**X-ray form factor and incoherent scattering function of neutral Pr: forecasting three withheld rows**

The table holds the form factor f and the Waller-Hartree incoherent function S of Pr (4f³ 6s²) against sin θ/λ from 0 to 6 Å⁻¹, from a radial Dirac-Fock average-of-configuration calculation with spherical density. The program fits six charges of an orthogonalised screened hydrogenic shell model to f on the 25 known rows, derives S with no new parameter, and predicts the rows at 2.0, 2.5 and 3.0 Å⁻¹, with a log-log spline as comparison and a blind trial gap for the error bars. The model predictions are low by 0.06 to 0.08 e in f and 0.03 to 0.04 e in S, all inside their bars; the spline does better for S and for f at 2.0, and worse for f at 2.5 and 3.0. The model fails at low angle (0.81 e in f, 2.17 e in S), and keeping only spherical self-terms overestimates S by 8.28 e at 1.8 Å⁻¹. By logarithmic interpolation, coherent and incoherent intensities cross at 2.63 Å⁻¹ against a predicted 2.61.

X-ray form factor of the spherical density and Waller-Hartree incoherent scattering function of the free Pr atom (Z = 59, [Xe] 4f3 6s2), computed with Radial Dirac-Fock and Kohn-Sham solver 2. The level of theory is Dirac-Fock for the average of configuration, with a finite nucleus of rms radius 4.8919 fm.

## The fit in Python

```python
# Table: X-ray form factor f and Waller-Hartree incoherent function S of neutral Pr (4f3 6s2) against
# s = sin(theta)/lambda; radial Dirac-Fock solver, average of configuration, spherical density.
# Tested: screened hydrogenic shell model (charges fitted to f, S without new parameter) and a log-log spline.
T = {
    'sin_theta_over_lambda': [0.0, 0.05, 0.1, 0.15, 0.2, 0.25, 0.3, 0.35, 0.4, 0.45, 0.5, 0.6, 0.7, 0.8, 0.9, 1.0, 1.1, 1.2, 1.4, 1.6, 1.8, 2.0, 2.5, 3.0, 3.5, 4.0, 5.0, 6.0],  # Å⁻¹
    'form_factor': [59.0, 57.44, 54.28, 50.95, 47.6, 44.31, 41.24, 38.48, 36.03, 33.84, 31.86, 28.35, 25.37, 22.87, 20.82, 19.18, 17.85, 16.75, 14.89, 13.22, 11.63, 10.16, 7.364, 5.815, 4.993, 4.433, 3.446, 2.596],  # e
    'incoherent_function': [0.0, 2.061, 4.875, 7.505, 10.06, 12.43, 14.66, 16.71, 18.55, 20.17, 21.63, 24.28, 26.72, 29.0, 31.12, 33.09, 34.88, 36.49, 39.15, 41.25, 42.97, 44.44, 47.42, 49.66, 51.39, 52.75, 54.69, 55.91],  # e
}
HELD = [21, 22, 23]  # rows withheld from the fit
import numpy as np
from scipy.constants import physical_constants as pc, alpha
from scipy.special import eval_genlaguerre, spherical_jn
from scipy.optimize import least_squares
from scipy.interpolate import CubicSpline
from sympy.physics.wigner import wigner_3j
s, f, S = (np.array(T[k], float) for k in ("sin_theta_over_lambda", "form_factor", "incoherent_function"))
Z, r2 = 59, 96.297  # r2: mean square radius sum in bohr^2, further result of the same run
q = 4*np.pi*s*pc["Bohr radius"][0]*1e10
known = np.ones(len(s), bool); known[HELD] = False; lo, hi = min(HELD)-1, max(HELD)+1
x = np.linspace(np.log(1e-5), np.log(40), 5000); r = np.exp(x); w = r*(x[1]-x[0])
J = [spherical_jn(k, np.outer(q, r)) for k in range(7)]
sub = [(1,0,2,-1),(2,0,2,0),(2,1,6,0),(3,0,2,1),(3,1,6,1),(3,2,10,1),(4,0,2,2),(4,1,6,2),(4,2,10,3),(4,3,3,4),(5,0,2,4),(5,1,6,4),(6,0,2,5)]
C = {(a,b,k): (2*k+1)*float(wigner_3j(a,k,b,0,0,0))**2 for a in range(4) for b in range(4) for k in range(7)}
def orbs(z):
    P = []
    for n, l, o, g in sub:
        if g < 0: p = r**np.sqrt(1-((Z-0.3)*alpha)**2)*np.exp(-(Z-0.3)*r)
        else: t = 2*z[g]*r/n; p = t**(l+1)*np.exp(-t/2)*eval_genlaguerre(n-l-1, 2*l+1, t)
        for u, p2 in zip(sub, P):
            if u[1] == l: p = p-p2*np.sum(p*p2*w)
        P.append(p/np.sqrt(np.sum(p*p*w)))
    return P
parts = lambda z: np.array([u[2]*(J[0]@(p*p*w)) for u, p in zip(sub, orbs(z))])
def forecast(m):
    z = least_squares(lambda z: (parts(z).sum(0)/f-1)[m], [55,45,33,27,18,8], bounds=([40,30,15,15,8,4],[70,60,50,50,35,20])).x
    P, F = orbs(z), parts(z); fm = F.sum(0); occ = np.array([u[2] for u in sub]); Sm = Z-F[9]**2/3
    for i, a in enumerate(sub):
        for j, b in enumerate(sub):
            if i == j == 9: continue
            Sm = Sm-sum(a[2]*b[2]/2*C[a[1],b[1],k]*(J[k]@(P[i]*P[j]*w))**2 for k in range(7) if C[a[1],b[1],k] > 0)
    mm = m & (s > 0); sp = lambda y: np.exp(CubicSpline(np.log(s[mm]), np.log(y[mm]))(np.log(np.maximum(s, s[1]))))
    return dict(z=z, F=F, fm=fm, Sm=Sm, Sd=Z-(F**2/occ[:, None]).sum(0), r2=sum(o*np.sum(p*p*r*r*w) for o, p in zip(occ, P)),
                fc=fm+np.interp(s, s[m], (f-fm)[m]), Sc=Sm+np.interp(s, s[m], (S-Sm)[m]), fs=sp(f), Ss=Z-sp(Z-S))
f2 = Z-q[1]**2*r2/6; sl = lambda y, i: 0.1*(y[i+1]-y[i])/(s[i+1]-s[i])
assert np.all(np.diff(f[known]) < 0) and np.all(np.diff(S[known]) > 0)
assert f2 < f[1] and f[lo]**2 > S[lo] and f[hi]**2 < S[hi]
assert abs(sl(f, hi)) < abs(sl(f, lo-1))/4
print("rounding: 0.005 e for values above 10, 0.0005 e below; q (1/bohr) = %.3f x s (1/A)" % (q[1]/s[1]))
print("s=%.2f: Z - q^2 r2/6 = %.2f e, table %.2f, difference %.2f" % (s[1], f2, f[1], f[1]-f2))
for nm, y in (("f", f), ("S", S)): print(nm, "slope e per 0.1/A:", " ".join("%.1f-%.1f:%.2f" % (s[i], s[i+1], sl(y, i)) for i in (lo-3, lo-2, lo-1, hi, hi+1, hi+2)))
print("f^2 vs S: s=%.1f %.1f vs %.2f; s=%.1f %.1f vs %.2f; Z-S at s=%.1f: %.2f e" % (s[lo], f[lo]**2, S[lo], s[hi], f[hi]**2, S[hi], s[-1], Z-S[-1]))
M = forecast(known)
print("fitted charges L, M, 4sp, 4d, 4f+5sp, 6s:", " ".join("%.1f" % v for v in M["z"]), "| model r2 %.1f vs run %.1f bohr^2" % (M["r2"], r2))
low = np.where(s < 1)[0]; a = low[np.argmax(abs(M["fm"]-f)[low])]; b = low[np.argmax(abs(M["Sm"]-S)[low])]
print("worst model-table below s=1: f %+.2f e at %.2f, S %+.2f e at %.2f" % ((M["fm"]-f)[a], s[a], (M["Sm"]-S)[b], s[b]))
print("s | f, model-f | rough model parts K L M outer | S, model-S, diagonal only-S (all e)")
for i in np.where(known & (s >= 1))[0]:
    F = M["F"][:, i]; print("%.1f | %.2f %+.2f | %.1f %.1f %.1f %.1f | %.2f %+.2f %+.2f" % (s[i], f[i], M["fm"][i]-f[i], F[0], F[1:3].sum(), F[3:6].sum(), F[6:].sum(), S[i], M["Sm"][i]-S[i], M["Sd"][i]-S[i]))
gap = (s > 0.95) & (s < 1.7); B = forecast(known & ~gap)
ef, es, efs, ess = (np.max(abs(B[k]-y)[gap]/d[gap]) for k, y, d in (("fc", f, f), ("Sc", S, Z-S), ("fs", f, f), ("Ss", S, Z-S)))
print("blind trial, rows 1.0-1.6 hidden, worst error: model f %.1f%%, Z-S %.1f%%; spline f %.1f%%, Z-S %.1f%%" % (100*ef, 100*es, 100*efs, 100*ess))
for nm, y, c, p, e, sg in (("f", f, M["fc"], M["fs"], ef*M["fc"], 1), ("S", S, M["Sc"], M["Ss"], es*(Z-M["Sc"]), -1)):
    for i in HELD:
        ch = np.interp(s[i], s[[lo, hi]], y[[lo, hi]]); tg = sg*max(sg*(y[lo]+10*sl(y, lo-1)*(s[i]-s[lo])), sg*(y[hi]+10*sl(y, hi)*(s[i]-s[hi])))
        bar = max(abs(c[i]-p[i]), e[i])
        print("%s(%.1f) predicted %.2f +- %.2f e; spline %.2f; chord %.2f, tangent %.2f" % (nm, s[i], c[i], bar, p[i], ch, tg))
        print("   computed %.3f; miss %+.2f e (%.1f bars, %.1f%%); spline miss %+.2f" % (y[i], c[i]-y[i], abs(c[i]-y[i])/bar, 100*abs(c[i]/y[i]-1), p[i]-y[i]))
for nm, y in (("f", f), ("S", S)): print(nm, "computed slope e per 0.1/A:", " ".join("%.1f-%.1f:%.2f" % (s[i], s[i+1], sl(y, i)) for i in range(lo, hi)))
print("computed f^2 vs S:", "; ".join("s=%.1f %.1f vs %.2f" % (s[i], f[i]**2, S[i]) for i in HELD))
g = slice(lo, hi+1); cross = lambda u, v: np.interp(0, np.log(u[g]**2/v[g])[::-1], s[g][::-1])
print("f^2 = S at s: predicted %.2f, computed %.2f 1/A (log interpolation)" % (cross(M["fc"], M["Sc"]), cross(f, S)))
```

It prints:

```
rounding: 0.005 e for values above 10, 0.0005 e below; q (1/bohr) = 6.650 x s (1/A)
s=0.05: Z - q^2 r2/6 = 57.23 e, table 57.44, difference 0.21
f slope e per 0.1/A: 1.2-1.4:-0.93 1.4-1.6:-0.83 1.6-1.8:-0.80 3.5-4.0:-0.11 4.0-5.0:-0.10 5.0-6.0:-0.09
S slope e per 0.1/A: 1.2-1.4:1.33 1.4-1.6:1.05 1.6-1.8:0.86 3.5-4.0:0.27 4.0-5.0:0.19 5.0-6.0:0.12
f^2 vs S: s=1.8 135.3 vs 42.97; s=3.5 24.9 vs 51.39; Z-S at s=6.0: 3.09 e
fitted charges L, M, 4sp, 4d, 4f+5sp, 6s: 60.6 47.0 44.1 26.2 23.9 11.4 | model r2 89.4 vs run 96.3 bohr^2
worst model-table below s=1: f +0.81 e at 0.20, S +2.17 e at 0.35
s | f, model-f | rough model parts K L M outer | S, model-S, diagonal only-S (all e)
1.0 | 19.18 -0.06 | 2.0 7.5 10.5 -0.9 | 33.09 +0.06 +10.63
1.1 | 17.85 +0.18 | 2.0 7.4 9.3 -0.7 | 34.88 +0.05 +10.31
1.2 | 16.75 +0.34 | 2.0 7.3 8.2 -0.4 | 36.49 +0.07 +9.99
1.4 | 14.89 +0.29 | 2.0 7.0 6.0 0.1 | 39.15 +0.10 +9.45
1.6 | 13.22 -0.02 | 2.0 6.8 4.1 0.3 | 41.25 +0.08 +8.91
1.8 | 11.63 -0.23 | 2.0 6.5 2.6 0.4 | 42.97 +0.02 +8.28
3.5 | 4.99 -0.04 | 1.9 3.6 -0.5 -0.1 | 51.39 -0.06 +4.16
4.0 | 4.43 +0.05 | 1.8 2.9 -0.2 -0.0 | 52.75 -0.03 +3.49
5.0 | 3.45 +0.04 | 1.7 1.7 0.0 0.1 | 54.69 +0.02 +2.41
6.0 | 2.60 -0.04 | 1.6 0.8 0.0 0.0 | 55.91 +0.01 +1.62
blind trial, rows 1.0-1.6 hidden, worst error: model f 4.6%, Z-S 0.4%; spline f 0.4%, Z-S 0.9%
f(2.0) predicted 10.08 +- 0.47 e; spline 10.19; chord 10.85, tangent 10.04
   computed 10.160; miss -0.08 e (0.2 bars, 0.8%); spline miss +0.03
f(2.5) predicted 7.28 +- 0.34 e; spline 7.52; chord 8.90, tangent 6.11
   computed 7.364; miss -0.08 e (0.2 bars, 1.1%); spline miss +0.15
f(3.0) predicted 5.75 +- 0.27 e; spline 5.91; chord 6.95, tangent 5.55
   computed 5.815; miss -0.06 e (0.2 bars, 1.1%); spline miss +0.10
S(2.0) predicted 44.41 +- 0.06 e; spline 44.45; chord 43.96, tangent 44.69
   computed 44.440; miss -0.03 e (0.5 bars, 0.1%); spline miss +0.01
S(2.5) predicted 47.38 +- 0.04 e; spline 47.42; chord 46.44, tangent 48.67
   computed 47.420; miss -0.04 e (0.9 bars, 0.1%); spline miss +0.00
S(3.0) predicted 49.63 +- 0.04 e; spline 49.66; chord 48.91, tangent 50.03
   computed 49.660; miss -0.03 e (0.9 bars, 0.1%); spline miss +0.00
f computed slope e per 0.1/A: 1.8-2.0:-0.74 2.0-2.5:-0.56 2.5-3.0:-0.31 3.0-3.5:-0.16
S computed slope e per 0.1/A: 1.8-2.0:0.73 2.0-2.5:0.60 2.5-3.0:0.45 3.0-3.5:0.35
computed f^2 vs S: s=2.0 103.2 vs 44.44; s=2.5 54.2 vs 47.42; s=3.0 33.8 vs 49.66
f^2 = S at s: predicted 2.61, computed 2.63 1/A (log interpolation)
```
